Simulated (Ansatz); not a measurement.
# Strength of the C–N bond: C3H9GeN → C3H5 + GeH3(NH)

Gas-phase species: C3H9GeN `C=CC[NH][GeH3]`, singlet; C3H5 `[CH2]C=C`, doublet; GeH3(NH), doublet. 

Shapes, held fixed at every level: PBE0-D4/def2-TZVP. Flexible molecules stand in one conformer, not always the lowest. Programs: Ansatz 0.2.0. The zero-point and thermal change to 298 K, harmonic and unscaled (PBE0-D4/def2-TZVP), is -22.3 kJ/mol.

Problem. Estimate ΔH(298 K) of this reaction.

Solution. B2PLYP/def2-TZVPP gives ΔH(298 K) = +286.9 kJ/mol; the levels span +144.6 to +301.9. The median of the levels is +275.9. Hartree–Fock misses the correlation of the pair that is broken and comes out low. No measured value is set beside it here. Spin contamination: C3H5 (⟨S²⟩ up to 0.95). Open shells run unrestricted. Relativity is left out for Ge. Outer-core shells of Ge are correlated, in sets that cover them unevenly.

```
                level                    kind  ΔH(298 K) (kJ/mol)
          HF/def2-SVP            Hartree–Fock              +160.1
        HF/def2-TZVPP            Hartree–Fock              +144.6
    PBE-D4/def2-TZVPP                     GGA              +292.1
  B3LYP-D4/def2-TZVPP           global hybrid              +275.9
r2SCAN0-D4/def2-TZVPP           global hybrid              +260.5
   wB97X-V/def2-TZVPP  range-separated hybrid              +301.9
    B2PLYP/def2-TZVPP           double hybrid              +286.9
```

Breaking the C–N bond is strongly endothermic at every level, and the five levels that include correlation place the cost between +260.5 and +301.9 kJ/mol. The carbon fragment is the main reason the bond is weaker than a typical alkyl–nitrogen bond: as the C–N σ bond opens, the unpaired electron enters the allyl π system and is shared between the two terminal carbons. The nitrogen fragment has no comparable allylic delocalisation, its unpaired electron sitting largely in a nitrogen p orbital.

The Hartree–Fock shortfall is not a symptom of too small a basis, since the larger set lowers the value further. Among the density functionals, exact exchange alone does not set the order: the GGA lies above two global hybrids but below the range-separated hybrid. The double hybrid falls inside their range, which supports a bond enthalpy of this general size but not a ranking of the functionals by accuracy. Without the corresponding germanium-free amine, the effect of the germyl group on the bond strength remains undetermined.
